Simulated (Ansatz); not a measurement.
Equilibrium of CH9NSi2 ⇌ CH8NSi2 + H at process temperatures

Species: CH9NSi2 `CN([SiH3])[SiH3]`, singlet; CH8NSi2 `CN([SiH2])[SiH3]`, doublet; H atom, doublet. 

The electronic reaction energy at CCSD(T)/CBS estimate is +402.5 kJ/mol. Shapes: PBE0-D4/def2-TZVP. Flexible molecules stand in one conformer, not always the lowest. Programs: Ansatz 0.2.0. Enthalpy and entropy come from rigid-rotor, harmonic-oscillator sums on unscaled PBE0-D4/def2-TZVP wavenumbers, ideal gases at 1 bar; R ln 2 is added for the mirror twin of the chiral shape of CH8NSi2. Symmetry numbers: CH9NSi2 1, CH8NSi2 1. R = 8.3145 J/(mol K).

| T (K) | ΔH (kJ/mol) | ΔS (J/(mol K)) |
| --- | --- | --- |
| 800 | +388.5 | +133.0 |
| 1100 | ? | ? |
| 1400 | +389.9 | +134.5 |

Q: Work out ln K at 800 and 1400 K, and from these estimate it at 1100 K.

A: 
1. 800 K: ΔG = +388.5 − 800 × (+133.0)/1000 = +282.1 kJ/mol; ln K = −ΔG/RT = -42.41.
2. 1400 K: ΔG = +389.9 − 1400 × (+134.5)/1000 = +201.6 kJ/mol; ln K = −ΔG/RT = -17.32.
3. Slope against 1000/T: (-17.32 − (-42.41))/(0.7143 − 1.2500) = -46.83, that is −ΔH/R with ΔH near +389 kJ/mol.
4. 1100 K: ln K = -42.41 + (-46.83) × (0.9091 − 1.2500) = -26.45.

The full sums give ΔH = +389.6 kJ/mol, ΔS = +134.2 J/(mol K), ΔG = +242.0 kJ/mol and ln K = -26.46 at 1100 K, so the line is off by +0.01 in ln K; without rounding the miss is +0.01, from the change of ΔH with temperature. The reactants are favoured over this whole range. The number of molecules rises, which sets the sign of ΔS, and lower pressure favours the products. An error of 10 kJ/mol in the energy moves ln K by 1.1 at 1100 K. Soft modes are treated as harmonic, which can err either way at these temperatures; the lowest are those of CH9NSi2 (93 cm⁻¹), CH8NSi2 (83 cm⁻¹). Other conformers aren't counted. Open shells run unrestricted. The CBS estimate extrapolates MP2 from def2-TZVPP and def2-QZVPP and adds CCSD(T) − MP2 in the triple-zeta set, cores frozen.

The strongly positive enthalpy is the price of breaking an Si–H bond without forming a new one, and it explains why ln K rises steeply on heating yet stays negative. The electronic energy lies above the reaction enthalpies mainly because the zero-point energy of the lost Si–H stretch and bends is released. The entropy gain comes chiefly from the translational freedom of the free hydrogen atom.

ΔH climbs from +388.5 to +389.6 and then only to +389.9 kJ/mol. This flattening reflects a near-cancellation of heat capacities: the atom brings translational heat capacity, while three vibrations disappear and count for more as they approach their classical limit. The nearly straight van 't Hoff line therefore rests on compensation, and the enthalpy would probably pass through a shallow maximum at higher temperature.

The radical centre sits on silicon, where silyl radicals are typically pyramidal, so nitrogen lone-pair delocalisation probably offers only modest stabilisation. The equilibrium constant doesn't establish Si–H homolysis as the preferred decomposition route, since competing molecular eliminations and their barriers are not examined.
